\section*{Bulge relations compared across membranes}

A membrane clamped over a cavity etched in SiO$_2$ deflects by $w$ at its centre under a pressure difference $p$. For a two-dimensional crystal only the products $Y=Eh$ and $N_0=\sigma_0h$ are defined without a thickness convention, so we write all relations in them. The sheet is isotropic and linearly elastic with Poisson ratio $\nu$, it carries a uniform isotropic pretension $N_0$, it neither slips nor delaminates, its slopes are small, and bending is neglected at first. Tensions are given in $E_h/a_0^2$. With $a$ the half-width or radius, define $\delta=w/a$ and $q=pa/Y$.

\subsection*{Strip and spherical cap}

In a long strip the tension $N$ across the width is uniform, and $Nz''=-p$ gives the profile $z=w(1-x^2/a^2)$ with $N=pa^2/2w$. The added strain is $(2a)^{-1}\int_{-a}^{a}\tfrac12 z'^2dx=2\delta^2/3$. The strip cannot contract along its length, so $N=N_0+2Y\delta^2/[3(1-\nu^2)]$ and
\begin{equation}
q=\frac{2N_0}{Y}\,\delta+\frac{4}{3(1-\nu^2)}\,\delta^3 .
\label{eq:strip}
\end{equation}
For a circle, the cap estimate takes $N=pa^2/4w$ and assumes the meridional strain $2\delta^2/3$ to be equibiaxial everywhere, with biaxial stiffness $Y/(1-\nu)$:
\begin{equation}
q=\frac{4N_0}{Y}\,\delta+\frac{8}{3(1-\nu)}\,\delta^3 .
\label{eq:cap}
\end{equation}
This assumption fails at the clamp, where the added hoop strain vanishes.

\subsection*{Hencky's series}

Equilibrium of the circular membrane requires $N_rz'=-pr/2$ and $N_\theta=(rN_r)'$. With radial displacement $u$, the added strains are $u'+z'^2/2$ and $u/r$. Eliminating $u$ through Hooke's law gives $r^2N_r''+3rN_r'=-Yz'^2/2$. Setting $N_r=Yq^{2/3}n/4$ and $s=r^2/a^2$,
\begin{equation}
s\,n''+2n'=-\frac{2}{n^2},\qquad
\delta=q^{1/3}\int_0^1\frac{ds}{n}.
\label{eq:hencky}
\end{equation}
The solution regular at the centre is $n=b\,f(s/b^3)$ with
\begin{equation}
f(t)=1-t-\tfrac23t^2-\tfrac{13}{18}t^3-\tfrac{17}{18}t^4-\dots
\end{equation}
The clamp $u(a)=0$ means $N_\theta-\nu N_r=(1-\nu)N_0$, which fixes $b$:
\begin{equation}
b\,[(1-\nu)f+2tf']_{t=b^{-3}}=(1-\nu)\,\frac{4N_0}{Yq^{2/3}} .
\label{eq:edge}
\end{equation}
For $N_0=0$, $b$ depends on $\nu$ alone and $q=K(\nu)\delta^3$ with $K=(\int_0^1ds/n)^{-3}$. Summed through $t^{10}$, $\nu=0.16$ gives $b=1.668$ and $K=3.09$. When pretension dominates, $b$ is large, and first order in $b^{-3}$ gives $q=4N_0\delta/Y+K_0\delta^3$ with
\begin{equation}
K_0=\frac{3-\nu}{1-\nu}-\frac12=\frac{5-\nu}{2(1-\nu)} .
\end{equation}
The cubic coefficient of a circle therefore differs between the two limits. The deflection $w^*=2a(N_0/KY)^{1/2}$, at which $4N_0\delta/Y$ equals $K\delta^3$, marks the crossover.

\subsection*{Four membranes}

Take $a=2.5~\mu$m and $p=100$~kPa, so that $pa=1.606\times10^{-4}\,E_h/a_0^2$. The first three rows of the table are typical approximate inputs for three monolayers and for a high-stress silicon nitride film of thickness 20~nm. The value $w_{\rm circ}$ solves Eqs.~(\ref{eq:hencky}) and (\ref{eq:edge}), and $w_{\rm strip}$ solves Eq.~(\ref{eq:strip}).

\begin{center}
\begin{tabular}{lcccc}
\hline
 & graphene & h-BN & MoS$_2$ & Si$_3$N$_4$\\
\hline
$Y$ ($E_h/a_0^2$) & 0.22 & 0.18 & 0.12 & 3.2\\
$\nu$ & 0.16 & 0.22 & 0.25 & 0.25\\
$N_0$ ($10^{-5}E_h/a_0^2$) & 6 & 6 & 6 & 1300\\
\hline
$10^4q$ & 7.30 & 8.92 & 13.4 & 0.502\\
$4/[3(1-\nu^2)]$ & 1.37 & 1.40 & 1.42 & 1.42\\
$K_0$ & 2.88 & 3.06 & 3.17 & 3.17\\
$K$ & 3.09 & 3.28 & 3.39 & 3.39\\
$8/[3(1-\nu)]$ & 3.17 & 3.42 & 3.56 & 3.56\\
$w^*$ (nm) & 47 & 50 & 61 & 173\\
$w_{\rm circ}$ (nm) & 150 & 157 & 177 & 7.7\\
$w_{\rm strip}$ (nm) & 199 & 210 & 239 & 15\\
\hline
\end{tabular}
\end{center}

\emph{Regime.} The monolayers sit at about $3w^*$, where stretching dominates. For graphene the pretension lowers $w_{\rm circ}$ by only 3\% from $a(q/K)^{1/3}$, and the additive form $q=4N_0\delta/Y+K\delta^3$ falls 0.2\% below the series solution. The nitride lies far below $w^*$; there $w=pa^2/4N_0$ to leading order, and the test determines residual stress rather than stiffness.

\emph{Stiffness.} The cube root compresses differences: $w\propto(KY)^{-1/3}$ predicts a MoS$_2$/graphene ratio of 1.19, and the full solution gives 1.18 because the same $N_0$ counts for more in the softer sheet. Conversely, a relative error in $w$ enters a fitted $Y$ threefold.

\emph{Poisson ratio.} A circle is stretched in both directions, so its coefficients follow $1/(1-\nu)$ closely: $(1-\nu)K$ only falls from 2.60 to 2.54 across the table. The cap fixes this product at $8/3$ and exceeds $K$ by 2.6\% at $\nu=0.16$ and 4.9\% at $\nu=0.25$; for graphene Eq.~(\ref{eq:cap}) gives 148~nm. The strip depends on $\nu$ only through $\nu^2$, which makes it the geometry less sensitive to an uncertain Poisson ratio.

\emph{Geometry.} One curvature supports the strip and two support the circle, so $w_{\rm strip}/w_{\rm circ}=2$ in the linear regime, as for the nitride. In the cubic regime the ratio is $[3(1-\nu^2)K/4]^{1/3}$, or 1.31 for graphene.

\subsection*{Neglected terms and the trapped gas}

Finite-slope and finite-strain corrections to $p$ are of relative order $\delta^2$, at most 0.009 here (MoS$_2$ strip), so the last digit of the monolayer deflections is uncertain. A bending rigidity $D$ creates an edge layer of width $\ell=(D/N)^{1/2}$. At fixed uniform tension and $\ell\ll a$, the clamped solutions of $D\nabla^4z-N\nabla^2z=p$ lower $w$ by the fraction $2\ell/a$ in both geometries. For graphene, a typical $D\approx0.055\,E_h$ and $N\approx pa/4\delta=6.7\times10^{-4}\,E_h/a_0^2$ give $\ell=9\,a_0=0.48$~nm and $2\ell/a=4\times10^{-4}$. For the nitride, $D=Yh^2/[12(1-\nu^2)]$ and $N\approx N_0$ give $\ell=94$~nm and $2\ell/a=0.075$. This exceeds the effect of its cubic term and reduces its two deflections to 7.1 and 14~nm.

The sealed N$_2$ is not a fixed-pressure reservoir. The blister adds the volume $C\pi a^2w$ with $C=\int_0^1 (s/n)\,ds\big/\int_0^1 ds/n$, which is 0.52 for the graphene column. A cylindrical cavity of depth $d$, equilibrated at $p_0$ with the sheet flat and then placed in an ambient pressure $p_{\rm ext}$, obeys for an isothermal ideal gas without leakage
\begin{equation}
p_0=(p+p_{\rm ext})\left(1+\frac{Cw}{d}\right).
\end{equation}
With $d=300$~nm and $p_{\rm ext}=100$~kPa, $Cw/d=0.26$ and $p_0=252$~kPa. Using $p_0-p_{\rm ext}$ in place of $p$ would overstate the load, and in the cubic regime the fitted $Y$, by a factor 1.52.

With $E_h/a_0^2=1557$~N/m, the input stiffnesses are 343, 280, 187 and $4.98\times10^3$~N/m and the pretensions 0.093 and 20~N/m; the nitride column corresponds to $E=249$~GPa and $\sigma_0=1.0$~GPa.